# How large are the 4p and 5s orbitals of Sr⁺?

The numbers below are Dirac–Hartree–Fock results. The prediction errors are therefore measured against that calculation and not against experiment. Electron correlation is missing. It is known to bind a valence electron more tightly to a polarisable core and to pull it inwards, so the 5s energy and size should not be used as measured quantities. The averaging over the configuration costs nothing here, because closed shells plus one 5s electron give a single level.

The question is how far ten known orbitals fix the other three.

Occupied orbitals of Sr⁺ (Z = 38, [Kr] 5s¹), computed with the B-spline radial atomic code version 1 at the basis-set limit. The method is all-electron, four-component Dirac–Coulomb Hartree–Fock for a spherical atom, averaged over the nl configuration, with a Fermi nucleus. r_max is the radius at which the radial probability density is largest.

```csv
orbital,n,l,electrons in the nl shell,"ε, Dirac (hartree)",<r> (bohr),r_max (bohr),<1/r> (1/bohr),<r²> (bohr²)
1s1/2,1,0,2,-595.85,0.039148,0.02554,39.000,0.002066
2s1/2,2,0,2,-83.369,0.17173,0.1449,8.8076,0.03484
2p1/2,2,1,6,-75.600,0.14753,0.1138,8.7439,0.02672
2p3/2,2,1,6,-73.067,0.15166,0.1172,8.4084,0.02811
3s1/2,3,0,2,-14.183,0.48871,0.4346,2.9478,0.2739
3p1/2,3,1,6,-11.302,0.48913,0.4248,2.8311,0.2790
3p3/2,3,1,6,-10.897,0.49892,0.4334,2.7537,0.2901
3d3/2,3,2,10,-5.8522,0.49428,0.3769,2.5201,0.2967
3d5/2,3,2,10,-5.7818,0.49784,0.3796,2.4995,0.3009
4s1/2,4,0,2,-2.1687,1.3667,1.195,0.97103,2.118
4p1/2,4,1,6,?,?,?,?,?
4p3/2,4,1,6,?,?,?,?,?
5s1/2,5,0,1,?,?,?,?,?
```

Here ε is the orbital energy, <r> the mean distance from the nucleus, and <1/r> and <r²> the corresponding averages of 1/r and r². The electron count belongs to the whole nl shell and is repeated for each j, so the column must not be summed.

## What the known rows say

The s orbitals grow by a factor of 4.39 from 1s to 2s, then by 2.85 and 2.80. Within a shell the pattern is less simple. The 2p₁/₂ orbital is smaller than 2s, with a ratio of mean radii of 0.859. In the third shell 3p₁/₂ and 3s agree to 0.1 %, and all five mean radii lie within about 2 % of one another, although the energies run from −14.2 to −5.8 hartree.

Hydrogen is the simple system to compare with. For one electron around a charge Z, without relativity,

<r> = [3n² − l(l+1)] / (2Z).

At equal charge a p orbital is thus smaller than the s orbital of its shell, by a ratio of 0.833 for n = 2, 0.926 for n = 3 and 0.958 for n = 4. The computed ratio rises faster than this, so s and p electrons do not feel the same charge.

Theory gives the reason. An s electron has no centrifugal barrier and spends part of its time inside the inner shells, where the nucleus is poorly screened. That extra attraction pulls in the whole orbital. A p electron is kept out of the innermost region and gains less. In the second shell only the 1s pair lies further in, and the hydrogen order survives. The fourth shell has 28 electrons beneath it, so penetration should matter far more.

Relativity adds a smaller effect. In each known pair the orbital with the larger j is the larger one, by 2.8 % for 2p, 2.0 % for 3p and 0.7 % for 3d. The p₁/₂ electron has more density close to the nucleus than its p₃/₂ partner, and it is more strongly bound and contracted.

The hydrogen comparison must not be pushed too far. If the 4s orbital is read as hydrogen-like with n = 4, its mean radius asks for a charge of 17.6, its <1/r> for 15.5 and its energy for 8.3. No single charge describes it. Part of the disagreement is expected: electrons further out raise the energy of an inner orbital while hardly changing its shape, because a spherical shell of charge produces a constant potential inside itself. A charge taken from <r> is a convenient label for a size and no more.

## The forecasts in words

- Both 4p orbitals lie outside 4s, by about 10–15 % in <r>, and are less bound than 4s.
- 4p₃/₂ is 1–3 % larger than 4p₁/₂, and their energies differ by 3–4 %.
- 5s is about three times as large as 4s and bound by well under 1 hartree.
- The ratio <r²>/<r>² for 5s lies between 1.12 and 1.17.

One more forecast concerns the charge that the 5s electron sees. For a hydrogen-like s orbital, <r> = 3n²/(2Z) and |ε| = Z²/(2n²). The product no longer contains n, and (4/3)<r>|ε| = Z. This apparent charge falls from 31.1 for 1s to 19.1, 9.2 and 3.95 for 4s. Outside its core the 5s electron should see 38 − 36 = 2 charges, like the electron of He⁺, so the value should drop to about 2. The likeness to He⁺ holds for the outer part of the orbital only. Inside the core the field is much stronger.

## The forecasts in numbers

The main model lets each electron move in one common screened field,

V(r) = −[36 Ω(r) + 2]/r, with Ω(r) = 1/[H(e^(r/d) − 1) + 1].

An electron at the nucleus sees charge 38, and one far away sees charge 2. The radial Dirac equation was solved in this field. H and d were adjusted by least squares to the logarithms of <r> and |ε| of the ten known orbitals, with the energy deviations halved before squaring. The result was H = 3.82 and d = 0.81 bohr. The two constants can trade against each other, and neither has a meaning of its own.

On the nine orbitals with n ≤ 3 the model reproduces <r> within 1 % and ε within 5 %. On 4s it is worse: <r> comes out 5.6 % too small and <1/r> 8.7 % too large.

The error bar was set by a rule. It is the larger of two numbers: twice the root-mean-square error on the known rows, and the miss on 4s when the fit uses only n ≤ 3. For 5s it is doubled, because that orbital lies beyond every fitted shell. In atomic units the predictions are:

| | 4p₁/₂ | 4p₃/₂ | 5s₁/₂ |
|---|---|---|---|
| ε | −1.409 ± 0.089 | −1.357 ± 0.085 | −0.445 ± 0.056 |
| <r> | 1.440 ± 0.085 | 1.471 ± 0.087 | 3.58 ± 0.42 |
| r_max | 1.238 ± 0.057 | 1.263 ± 0.058 | 3.15 ± 0.29 |
| <1/r> | 0.934 ± 0.084 | 0.911 ± 0.082 | 0.359 ± 0.065 |
| <r²> | 2.39 ± 0.27 | 2.49 ± 0.28 | 14.5 ± 3.3 |

A second route uses only sizes from the table and solves no equation. The case of 4p₁/₂ can be worked in full:

1. Convert each <r> into a hydrogen-like charge. The s value exceeds the p₁/₂ value by 1.05 for n = 2 and by 2.07 for n = 3.
2. For n = 4, let the gap lie between no further growth, 2.07, and the same growth again, 2.07 + 1.02 = 3.09.
3. The 4s charge is 24/1.3667 = 17.56. The 4p₁/₂ charge then lies between 14.47 and 15.49.
4. For 4p the hydrogen formula reads <r> = 23/Z, which gives 1.485 to 1.589 bohr, or 1.54 ± 0.05.

The same steps give 1.57 ± 0.03 bohr for 4p₃/₂. For 5s, repeating the last growth factor gives 1.3667²/0.48871 = 3.82 bohr. The same recipe applied one shell earlier overshoots 4s by 1.8 %. The error bar of 10 % on 5s is a judgement and was not derived.

Slater's rules serve as a third route, with nodeless orbitals and no adjustable number. They give 1.52 bohr for both 4p orbitals and 5.62 bohr for 5s. Their root-mean-square error in <r> on the known rows is 17 %. Their 5s radius is about four times the computed 4s radius, which conflicts with the forecast in words.

## The computed values

The withheld rows as computed:

```csv
orbital,n,l,electrons in the nl shell,"ε, Dirac (hartree)",<r> (bohr),r_max (bohr),<1/r> (1/bohr),<r²> (bohr²)
4p1/2,4,1,6,-1.3469,1.5439,1.311,0.85096,2.734
4p3/2,4,1,6,-1.3002,1.5747,1.336,0.83155,2.844
5s1/2,5,0,1,-0.38463,4.0538,3.562,0.30773,18.43
```

The forecasts in words held, with one small exception. The 4p₁/₂ orbital is 13.0 % larger than 4s, but 4p₃/₂ is 15.2 % larger, just beyond the stated range. The two 4p orbitals differ by 2.0 % in size and 3.5 % in energy. The 5s orbital is 2.97 times as large as 4s. Its apparent charge is 2.08, and its <r²>/<r>² is 1.122, close to the lower limit.

The main model did poorly by its own standard. Of its fifteen numbers, ten fall outside their error bars. These are not fifteen independent failures, since the size measures of one orbital move together. For both 4p orbitals the energy and <1/r> are inside and the other three quantities outside. For 5s only <1/r> is inside, and its bar was a generous 18 %.

Relative to the computed values, the predicted <r> is 6.7 % too small for 4p₁/₂, 6.6 % for 4p₃/₂ and 11.6 % for 5s. The binding is too strong by 4.6 %, 4.4 % and 15.6 %.

The size extrapolations did better. They miss the two 4p radii by 0.4 and 0.5 % and the 5s radius by 5.7 %, all within their ranges. The near-perfect 4p result owes something to luck, because the range for 4p₁/₂ was more than 3 % wide on either side.

Slater's rules come within 2 and 4 % for 4p and overshoot 5s by 39 %. The 4p agreement deserves little credit: the same 1.52 bohr is the rules' value for 4s, where it is 11 % too large. For 5s the rules let the 28 innermost electrons screen perfectly, and so leave out the extra pull that 5s feels when it penetrates those shells.

## Why the screened field missed

All the misses have the same sign: every withheld orbital came out too compact and too strongly bound. For the sizes, the warning was already present in the 4s row, whose radius was 5.6 % too small. For the energies there was no such warning, since the model bound 4s too weakly. The error rule treated the miss in the 4s radius as scatter that could go either way, when it was a bias of the model in the outer region. Dividing the 4p₁/₂ prediction by 0.944 to remove it would have given 1.440/0.944 = 1.525 bohr, about 1 % below the computed value. That correction is hindsight. For 5s it would have removed only about half of the miss.

Theory offers one reason for the larger miss on 5s. An electron does not repel itself. A core electron therefore sees 35 other core electrons, with the 5s electron mostly outside, while the 5s electron sees all 36. Around the edge of the core the 5s electron feels a weaker attraction than a core electron does. A common field fitted to core orbitals alone will tend to hold 5s too tightly. The numbers agree with this in sign, but they do not isolate the effect. It cannot be the whole story, because 4s is itself a core orbital and also came out too small. The stiff shape of the field may add to the 5s miss as well.

The fourth shell shows a different fault. The model binds 4s too weakly by 3.5 % and 4p too strongly, so it makes the energy gap between them too small. Hartree–Fock exchange depends on the orbital it acts on, and a common local field cannot copy that. This may be the cause, but the stiff two-constant shape of the field could produce a similar error.

## Where the core ends

The core ends between 4p and 5s, but no unusual step in size or energy marks the place. From 4p₃/₂ to 5s the mean radius grows by a factor of 2.6 and the binding falls by a factor of 3.4. From 2p₃/₂ to 3s, deep inside the core, the factors are 3.2 and 5.2. The apparent charge of the s orbitals shows no sudden jump either, since it has been falling at every shell. What sets 5s apart is that the value has arrived at the charge of the bare core.

The orbital is still far from an n = 5 orbital of He⁺, which would have <r> = 75/4, or about 19 bohr, instead of 4.05. Penetration lowers the energy so much that the outer part behaves as if n were 2/√(2 × 0.3846) = 2.28.

## What to do with this

To estimate the size of a missing p orbital in a filled shell, one can start from the known s orbital of the same shell and carry over the trend in the s–p difference. This served well for 4p, but it was tried here on one shell only. For the first orbital outside the core, this case warns against relying on a simple field fitted only to core orbitals, even with a doubled error bar. Include at least one valence energy or size if there is one. When the outermost fitted row has the largest error in size, treat the sign of that error as a possible bias in the sizes further out. The energies did not follow this rule here: 4s was bound too weakly and the withheld orbitals too strongly.

The same reasoning serves for neutral rubidium, which has the same 37 electrons and one proton fewer. Its 5s electron sees an outside charge of 1 instead of 2, so it should be much larger and more weakly bound, while the 4p shell, held by a far larger charge, should swell much less.
